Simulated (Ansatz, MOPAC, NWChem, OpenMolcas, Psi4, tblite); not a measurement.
**How methods differ on GaSiH4F (SMILES [F][GaH][SiH3])**

GaSiH4F, singlet, SMILES `[F][GaH][SiH3]`. Each level relaxes the structure for itself.

Each level gives the zero-point energy at each level's own minimum (kJ/mol). The values are calculated.

| level | kind | program | value (kJ/mol) |
| --- | --- | --- | --- |
| PM3 | semi-empirical | MOPAC | 82.9 |
| PM6-D3 | semi-empirical | MOPAC | 87.7 |
| PM6-D3H4 | semi-empirical | MOPAC | 87.9 |
| GFN1-xTB | semi-empirical | tblite | 79.5 |
| HF/3-21G | Hartree–Fock | NWChem | 90.9 |
| HF/6-31G* (Cartesian functions) | Hartree–Fock | OpenMolcas | 93.0 |
| r2SCAN-D4/def2-SVP (density fitting) | meta-GGA | Psi4 | 86.5 |
| B3LYP-D3(BJ)/6-31G* (spherical functions) | global hybrid | NWChem | 87.0 |
| PBE0-D4/def2-TZVP | global hybrid | Ansatz | 86.7 |

All-electron rows without a relativistic Hamiltonian named are non-relativistic. Harmonic and unscaled. The values span 79.5 to 93.0 kJ/mol.

The Hartree–Fock rows give the largest zero-point energies, while the three density functionals agree closely, from 86.5 to 87.0 kJ/mol, despite their different basis sets. Most of this energy resides in the Si–H and Ga–H stretches and the hydrogen bending modes; the heavy-atom skeleton and the Ga–F stretch contribute less. Without electron correlation, mean-field bonds are typically too short and too stiff, which probably accounts for most of the drop from 93.0 kJ/mol in HF/6-31G* to 87.0 kJ/mol in B3LYP with nearly the same basis.

The semi-empirical methods show no common bias: both PM6 variants lie slightly above the density functionals, whereas PM3 and GFN1-xTB fall below them. This suggests that the parametrised hydride force constants matter more than the semi-empirical label. The near-coincidence of the PM6 variants indicates that the added hydrogen-bond correction hardly affects the total here. Because the zero-point energy sums over all modes, agreement between totals can hide compensating errors in individual stretches and bends.
